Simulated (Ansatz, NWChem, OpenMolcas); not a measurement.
## A small benchmark: atomisation enthalpy at 298 K

6 molecules of light elements (H to F); the atomisation enthalpy at 298 K in kJ/mol, computed less measured. Shapes, held fixed at every level: PBE0-D4/def2-TZVP. Flexible molecules stand in one conformer, not always the lowest. Thermal terms are harmonic and unscaled (PBE0-D4/def2-TZVP); the spin-orbit lowering of the free atoms is taken from their spectra. Programs: Ansatz 0.2.0, NWChem 7.3.0, OpenMolcas 26.06. A level may come from different programs for different species; with the same settings they agree closely. Measured values: Active Thermochemical Tables, CRC Handbook of Chemistry and Physics, NIST-JANAF tables.

Levels: A = HF/STO-3G; B = TPSS/cc-pVDZ; C = CCSD/def2-TZVPP; D = CCSD(T)/CBS estimate.

| molecule | from tabulated heats | A | B | C | D |
| --- | --- | --- | --- | --- | --- |
| C2F3N (cyanotrifluoromethane) | 2640 | -1236 | -17 | -177 | -11 |
| C2H3F3 (1,1,1-trifluoroethane) | 3070 | -741 | -10 | -130 | +4 |
| C3H6 (propene) | 3438 | -286 | -29 | -123 | -7 |
| CH6N2 (SMILES CNN) | 2875 | -717 | -40 | -145 | -3 |
| C2H7N (dimethylamine) | 3448 | -421 | -29 | -132 | -2 |
| C3H7F (2-fluoropropane) | 4049 | -347 | -13 | -123 | +16 |

Problem. Which level does best on this set, which worst, and which err to one side?

Solution. 
```csv
level,kind,mean error,mean absolute error,worst case
HF/STO-3G,Hartree–Fock,-624.7,624.7,C2F3N
TPSS/cc-pVDZ,meta-GGA,-23.0,23.0,CH6N2
CCSD/def2-TZVPP,coupled cluster or CI,-138.3,138.3,C2F3N
CCSD(T)/CBS estimate,coupled cluster or CI,-0.5,7.2,C3H7F
```

On this set CCSD(T)/CBS estimate has the smallest mean absolute error and HF/STO-3G the largest. HF/STO-3G is too low in 6 of 6; TPSS/cc-pVDZ is too low in 6 of 6; CCSD/def2-TZVPP is too low in 6 of 6; CCSD(T)/CBS estimate is too low in 4 of 6. The heats of C2F3N, C2H3F3 come from older tables and can be uncertain by 10 kJ/mol or more. Heats of the atoms come from ATcT where it has them. The levels differ in basis as well as in method. The tabulated value of C3H7F is in doubt (older tables, estimates, or at odds with other calculations) and kept here. Over the 5 molecules whose values aren't doubted the mean absolute errors are A 680.2; B 25.0; C 141.4; D 5.4. Hartree–Fock lacks correlation and underbinds. Correlated wave functions converge slowly with the basis. CCSD also lacks the triples, which bind further. The CBS estimate extrapolates MP2 from def2-TZVPP and def2-QZVPP and adds CCSD(T) − MP2 in the triple-zeta set, cores frozen. The set is small.

The near-zero mean error of the CCSD(T) estimate reflects cancellation between signs, so its mean absolute error of 7.2 kJ/mol is the fairer measure. Atomisation is a severe test because it breaks every bond, and the electron pairs formed in bonding carry correlation energy that the separated, high-spin atoms lack. Recovering too little of it therefore leaves the molecule underbound, as CCSD does in every row.

The Hartree–Fock errors are far less even, from -286 for propene to -1236 for cyanotrifluoromethane. A minimal basis has no freedom to polarise or to adapt the size of its valence orbitals, which suits polar C–F bonds and lone pairs poorly. Fluorine is not the whole story, however: CH6N2, with its adjacent nitrogen lone pairs, is missed by -717.

TPSS lies closer to the measured values than CCSD, but this doesn't make it the better treatment of correlation, since errors of functional and basis may partly offset each other. Nor do these totals settle the accuracy for reactions that conserve bond types, where much of the error should cancel.
